**On the starting equations.** Take $\hbar=k_B=1$, an isotropic wide band, the Migdal approximation, and $\omega_n=\pi T(2n+1)$. To first order in the gap,

$$Z_n\omega_n=\omega_n+\pi T\sum_m\lambda(n-m)\,\mathrm{sgn}\,\omega_m,\qquad Z_n\Delta_n=\pi T\sum_m[\lambda(n-m)-\mu^*]\frac{\Delta_m}{|\omega_m|},$$

with $m$ over all integers and $\lambda(l)=\int_0^\infty d\nu\,2\nu\,\alpha^2F(\nu)/[\nu^2+(2\pi Tl)^2]$, which is even in $l$. An Einstein mode $\alpha^2F=\tfrac12\lambda\Omega\,\delta(\nu-\Omega)$ gives $\lambda(l)=\lambda a_l$, with $a_l=1/(1+l^2u)$ and $u=(2\pi T/\Omega)^2$.

**On the finite sum in $Z$.** For $n\ge0$ the positive frequencies give $\lambda(0)+\sum_{1}^{n}\lambda(l)+\sum_1^\infty\lambda(l)$. The negative ones, $m\to-m-1$, give $-\sum_{n+1}^\infty\lambda(l)$. The tails cancel:

$$Z_n\omega_n=\pi T\Big[2n+1+\lambda(0)+2\sum_{l=1}^{n}\lambda(l)\Big].$$

**On why the matrix is symmetric.** In the unknowns $\Delta_m$ the kernel carries $1/|\omega_m|$ on one index only. Use $x_m=\Delta_m/|\omega_m|$ instead, so that $Z_n\Delta_n=Z_n|\omega_n|\,x_n$. The gap is even in frequency, $x_{-m-1}=x_m$, and folding gives $Kx=0$ with

$$K_{mn}=\lambda(m-n)+\lambda(m+n+1)-2\mu^*-\delta_{mn}\Big[2m+1+\lambda(0)+2\sum_{l=1}^{m}\lambda(l)\Big],\quad m,n\ge0,$$

the form used by Allen and Dynes (1975). The null vector is $\Delta_m/(2m+1)$, not $\Delta_m$. The $\mu^*$ term needs a cutoff $m,n<N_c$, and the value of $\mu^*$ refers to that cutoff.

**On which eigenvalue.** On the diagonal $\lambda(m-m)$ cancels the $\lambda(0)$ in the bracket, so $K_{mm}=\lambda(2m+1)-2\mu^*-(2m+1)-2\sum_1^m\lambda(l)$. As $T\to\infty$ every $\lambda(l\neq0)$ vanishes and $K$ is negative definite for $\mu^*\ge0$. On cooling, the largest eigenvalue $\rho(T)$ is the first to reach zero, and $T_c$ is the highest temperature with $\rho=0$.

**On truncation.** Symmetry gives $\rho=\max_x x^{T}Kx/x^{T}x$. Keeping $m,n<N$ restricts the trial vectors, so $\rho_1\le\rho_2\le\dots\le\rho$ at each $T$. Where $\rho_N=0$ one has $\rho\ge0$, hence every truncated $T_c^{(N)}$ is a lower bound. The diagonal keeps its exact $Z$; only the gap components are dropped.

**The model.** Set $\mu^*=0$. Then $K=\lambda A(u)-D$ with $D=\mathrm{diag}(1,3,5)$ and

$$A=\begin{pmatrix}a_1&a_1+a_2&a_2+a_3\\a_1+a_2&a_3-2a_1&a_1+a_4\\a_2+a_3&a_1+a_4&a_5-2a_1-2a_2\end{pmatrix}.$$

The closed forms come most easily backwards. At given $T$ the coupling $\lambda_c$ that makes $K$ singular first is $1/h$, where $h$ is the largest eigenvalue of $S=D^{-1/2}AD^{-1/2}$.

**One frequency pair.** $K_{00}=\lambda a_1-1$, so $T_c^{(1)}=(\Omega/2\pi)\sqrt{\lambda-1}$. At $\lambda=2$ this is $u=1$, $T_c^{(1)}=0.1592\,\Omega$. The bound is empty for $\lambda\le1$. With Coulomb repulsion $\lambda\to\lambda/(1+2\mu^*)$ under the root, and an illustrative $\mu^*=0.1$ gives $0.130\,\Omega$.

**Two pairs.** The upper $2\times2$ block of $S$ has trace $(a_1+a_3)/3$, diagonal difference $(5a_1-a_3)/3$ and off-diagonal element $(a_1+a_2)/\sqrt3$. Therefore

$$\frac1{\lambda_c}=\frac16\Big[a_1+a_3+\sqrt{(5a_1-a_3)^2+12(a_1+a_2)^2}\Big].$$

At $\lambda=2$ the condition $K_{00}K_{11}=K_{01}^2$ reads $(u-1)(27u^2+64u+5)(1+4u)^2=4(2+5u)^2(1+9u)$, or

$$432u^5+808u^4-1521u^3-1335u^2-323u-21=0 .$$

The coefficients change sign once, so there is exactly one positive root, $u=1.631$. Since $K_{11}<0$, one eigenvalue is always negative, and the one that vanishes is the largest.

**Three pairs.** With $q=\tfrac13\mathrm{tr}S$, $B=S-q\mathbb 1$ and $p^2=\tfrac16\mathrm{tr}B^2$, the cubic gives

$$\frac1{\lambda_c}=q+2p\cos\Big[\tfrac13\arccos\frac{\det B}{2p^3}\Big].$$

At $\lambda=2$ the lower $2\times2$ block of $K$ is negative definite by diagonal dominance: its first row needs $\lambda(3)+\lambda(4)-\lambda(1)<3$, which holds because $\lambda(4)\le\lambda(1)$ and $\lambda(3)\le2$, and its second row has more room. By interlacing, $\det K=0$ again means $\rho_3=0$. The root is $u=1.733$, with $x\propto(1,\,0.242,\,0.0818)$ and $\Delta_0:\Delta_1:\Delta_2=1:0.725:0.409$. The gap falls slowly with frequency; the factor $1/(2m+1)$ helps a small matrix to suffice.

**One temperature in exact fractions.** At $u=1$, $\lambda=2$,

$$K=\begin{pmatrix}0&7/5&3/5\\7/5&-24/5&19/17\\3/5&19/17&-502/65\end{pmatrix},$$

so $\rho_1=0$, $\rho_2=(\sqrt{193}-12)/5=0.378$ and $\rho_3=0.473$, rising as the bound requires.

| $N$ | $\lambda_c$ at $u=1$ | $u$ at $T_c$, $\lambda=2$ | $T_c/\Omega$ | share of $N=30$ | $T_c$ for $\Omega=10$ meV |
|---|---|---|---|---|---|
| 1 | 2 | 1 | 0.1592 | 75 % | 18.5 K |
| 2 | 1.496 | 1.631 | 0.2032 | 96 % | 23.6 K |
| 3 | 1.425 | 1.733 | 0.2095 | 99 % | 24.3 K |
| 30 | | 1.770 | 0.212 | | 24.6 K |

The 10 meV (116.0 K) is illustrative, and the kelvin values are the model's. The $N=30$ row is a numerical diagonalisation of the general matrix. For large $m$, $K_{m0}\sim 2\lambda/(um^2)$ and $K_{mm}\sim-2m$, so $x_m\sim m^{-3}$ and row $m$ adds about $|K_{mm}|x_m^2\sim m^{-5}$ to $\rho$. This estimate holds for $\mu^*=0$ only, since $\mu^*$ couples all rows below $N_c$ equally.

**On what cancels.** Eliminate $Z_n$ before folding:

$$\Delta_n=\pi T\sum_m\lambda(n-m)\Big[\frac{\Delta_m}{|\omega_m|}-\mathrm{sgn}\,\omega_m\,\frac{\Delta_n}{\omega_n}\Big]-\pi T\mu^*\sum_m\frac{\Delta_m}{|\omega_m|}.$$

The bracket vanishes at $m=n$ whatever $\lambda(0)$ is. Isotropic non-magnetic impurities scatter without energy transfer and add $\delta_{l0}/(2\pi T\tau)$ to $\lambda(l)$, since $\pi T\lambda(0)$ plays the part of $1/2\tau$. They change $Z$ and leave $K$ alone, which is Anderson's theorem. The coupling constant $\lambda$ still matters, because it multiplies every $a_{l\ne0}$. The cancellation is decisive: had $\lambda(0)$ survived from $Z$ alone, $K_{00}=\lambda(1)-1-\lambda(0)$ would be negative at every temperature.

**On thermal phonons.** Add a soft mode $\lambda'$, $\Omega'\ll2\pi T$. Its golden-rule scattering rate at the Fermi level is $1/2\tau=\pi\lambda'\Omega'[n_B(\Omega')+f(\Omega')]=\pi\lambda'\Omega'/\sinh(\Omega'/T)$, with $n_B$ and $f$ the Bose and Fermi functions. For $T\gg\Omega'$ this tends to $\pi\lambda'T$, which is the $l=0$ term, and it cancels. What remains is $\lambda'(l)\approx\lambda'\Omega'^2/(2\pi Tl)^2$. Take $\lambda'=2$, $\Omega'=\Omega/10$. At $T=\Omega/2\pi$ the mode holds $n_B=1.14$ quanta and $1/\tau=1.87\,\Omega$, which is 0.94 of the classical rate. It raises $Z_0=1+\lambda(0)+\lambda'(0)$ from 3 to 5. The $1\times1$ condition $2/(1+u)+2/(1+100u)=1$ becomes $100u^2-101u-3=0$, so $u=1.039$ and $T_c^{(1)}$ rises by 1.9 %. A $T_c$ formula that depends on the total $\lambda$ would treat this as a doubling of the coupling.

The claim has limits. Only the elastic, $l=0$ part drops out. The terms $-2\sum_1^m\lambda(l)$ stay on the diagonal and oppose pairing; at $u=1$ they supply $-2$ of $K_{11}=-24/5$. The quasiparticle damping is still present in $Z$. The wide-band treatment needs $1/\tau\ll E_F$.

**On what does not cancel, and what $\rho$ means.** Exchange scattering at total rate $1/\tau_s$ enters $Z$ with the same sign as potential scattering. It enters the singlet pairing sum with the opposite sign, because it is odd under time reversal. With $\pi T\lambda_s=1/2\tau_s$ the two terms add, $K\to K-2\lambda_s\mathbb 1$, and the condition becomes $\rho(T)=1/(\pi T\tau_s)$, the pair breaking of Abrikosov and Gor'kov. So $\rho(T)$ measures the spin scattering that places the transition at $T$. At $T=\Omega/2\pi$ one has $1/\tau_s=\rho\,\Omega/2$, which is $0.189\,\Omega$ for $N=2$ and $0.236\,\Omega$ for $N=3$. In the $3\times3$ model that rate lowers $T_c$ by 24 %, from $0.2095\,\Omega$ to $0.1592\,\Omega$, whereas potential scattering at any rate within the wide-band limit moves nothing.

For an anisotropic gap of symmetry $\ell$, $Z$ contains the Fermi-surface average $\lambda_0(0)$ of the static scattering and the pairing sum contains its projection $\lambda_\ell(0)$. The diagonal keeps $\lambda_\ell(0)-\lambda_0(0)$. For isotropic scatterers and a $d$-wave gap the projection is zero, and the transition lies at $\rho(T)=1/(2\pi T\tau)$. The cancellation belongs to a gap that is constant over the states which the scatterer connects.